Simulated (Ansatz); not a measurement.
# Abstraction of Cl: C2HCl3Si + SiH2(CH3) → C2HCl2Si + SiH2(CH3)Cl

Species: C2HCl3Si `C#C[Si](Cl)(Cl)Cl`, singlet; SiH2(CH3), doublet; C2HCl2Si `C#C[Si](Cl)Cl`, doublet; SiH2(CH3)Cl, singlet. A radical takes Cl: the energy is the difference in strength between two Si–Cl bonds in different surroundings.

Shapes, held fixed at every level: PBE0-D4/def2-TZVP. Programs: Ansatz 0.2.0. The zero-point and thermal change to 298 K, harmonic and unscaled (PBE0-D4/def2-TZVP), is +2.9 kJ/mol.

```tsv
level	kind	ΔH(298 K) (kJ/mol)	less CCSD(T)/CBS estimate
HF/def2-TZVPP	Hartree–Fock	-12.2	-8.1
BHLYP-D4/def2-TZVPP	global hybrid	-8.1	-4.0
B2PLYP/def2-TZVPP	double hybrid	-10.1	-6.0
CCSD(T)/def2-SVP	coupled cluster or CI	+5.1	+9.2
CCSD(T)/def2-TZVPP	coupled cluster or CI	-2.8	+1.3
CCSD/def2-TZVPP	coupled cluster or CI	-3.8	+0.3
CCSD(T)/CBS estimate	coupled cluster or CI	-4.1	0.0
```

The highest level, CCSD(T)/CBS estimate, gives ΔH(298 K) = -4.1 kJ/mol; the levels span -12.2 to +5.1. They disagree on the sign: 1 of 7 are positive. The column of differences is taken from that level and isn't an error. No measured value is set beside it here. Open shells run unrestricted. The CBS estimate extrapolates MP2 from def2-TZVPP and def2-QZVPP and adds CCSD(T) − MP2 in the triple-zeta set, cores frozen.

Chlorine transfer is close to thermoneutral, with the Si–Cl bond formed in the methylsilane only slightly stronger than the one broken in the ethynyltrichlorosilane. This is expected when one polar Si–Cl bond replaces another: the large ionic contribution from silicon's low electronegativity and chlorine's high one mostly cancels. What remains reflects the substituents, which act on both the closed-shell silanes and the radicals, so the small preference can't be assigned to ethynyl delocalisation of the spin alone.

The only endothermic value comes from coupled cluster in the smallest basis. With the larger set the same method gives -2.8 kJ/mol, which points to inadequate polarisation functions rather than a real reversal. Hartree–Fock is the most exothermic level, so correlation favours the reactants, probably in part because they keep three electron-rich chlorines on one silicon. The perturbative triples matter much less than the basis. Mild exothermicity is therefore the likelier outcome, but such a small driving force says little about the abstraction barrier.
